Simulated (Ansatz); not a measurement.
Hg: energy change per atom and pressure against volume scale

All results are calculated (Ansatz 0.2.0). Plane-wave DFT, scalar-relativistic PAW made under PBE with cores redone for the functional, no dispersion; the given relaxed cell is scaled uniformly, energy at zero smearing counts from the unscaled cell, pressure at the given Fermi-Dirac smearing is positive in compression.

The cell before it is scaled or strained (space group P6_3/mmc, No. 194):
```
CELL_PARAMETERS angstrom
3.41150 0.00000 0.00000
-1.70570 2.95440 0.00000
0.00000 0.00000 10.91800
ATOMIC_POSITIONS crystal
Hg 0.00000 0.00000 0.00000
Hg 0.00000 0.00000 0.50000
Hg 0.33333 0.66667 0.25000
Hg 0.66667 0.33333 0.75000
```

Settings of every row: spin polarised no; functional r2SCAN; wave cutoff 500 eV; smearing width 0.1 eV; k mesh 12x12x4.

Atom starting moment: 0 on all atoms.

Limits: no dispersion: the cell expands far past the measured one; no spin-orbit coupling, which can matter with elements this heavy; the cell comes from a prototype or a list of computed structures and needn't be the stable phase.

```
row  volume scale  V (Å³/atom)  energy change per atom (meV)  pressure (GPa)
  1          0.88       24.209                         26.99            2.67
  2          0.92        25.31                         12.41            1.55
  3          0.96        26.41                          3.65            0.74
  4          1.04       28.611                             ?               ?
  5          1.08       29.711                          4.63           -0.82
  6          1.12       30.812                         10.93           -1.13
```

Question: what energy change per atom and pressure should row 4 give?

Worked fit of energy change per atom. Take u = (V_r/V)^(2/3) − 1 with V_r = 26.41 Å³ an atom, which is twice the finite (Eulerian) strain; such expansions in the strain, on which the Birch-Murnaghan equation of state is built, carry the rest volume and the bulk modulus. The shown rows have u = 0.05973, 0.02877, 0, -0.07551, -0.09767. Least squares give energy change per atom = 3.78 + 212.92 × u + 2940.3 × u² meV; a straight line predicts inner rows, each left out in turn, worse (root mean square 7.8 against 0.26 meV). The rows lie off it by 0.00, 0.07, -0.13, 0.16, -0.10 (root mean square 0.11 meV). The withheld row has u = -0.05197, so the fit gives 3.78 + 212.92 × (-0.05197) + 2940.3 × (-0.05197)² = 0.66 meV.

The calculation gave 0.78 meV. The fit lies 0.12 meV (15 % of the value, 0.46 % of the column's range) below it; its largest miss of a shown row is 0.16 meV.

Worked fit of pressure. Take u = (V_r/V)^(2/3) − 1 with V_r = 26.41 Å³ an atom, which is twice the finite (Eulerian) strain; such expansions in the strain, on which the Birch-Murnaghan equation of state is built, carry the rest volume and the bulk modulus. The shown rows have u = 0.05973, 0.02877, 0, -0.07551, -0.09767. Least squares give pressure = 0.729 + 27.17 × u + 84.8 × u² GPa; a straight line predicts inner rows, each left out in turn, worse (root mean square 0.22 against 0.038 GPa). The rows lie off it by 0.02, -0.03, 0.01, 0.02, -0.01. The pressure vanishes at u = -0.0296, or V = 27.63 Å³ an atom, and there the bulk modulus at fixed shape and fractions is B = −V dP/dV = (2/3)(1 + u) dP/du = 14.3 GPa. Letting shape and atoms relax would as a rule lower it, by much in layered, chain or molecular crystals. The withheld row has u = -0.05197, so the fit gives 0.729 + 27.17 × (-0.05197) + 84.8 × (-0.05197)² = -0.45 GPa.

The calculation gave -0.44 GPa. The fit lies 0.01 GPa (0.26 % of the column's range) below it, one unit of the last digit.
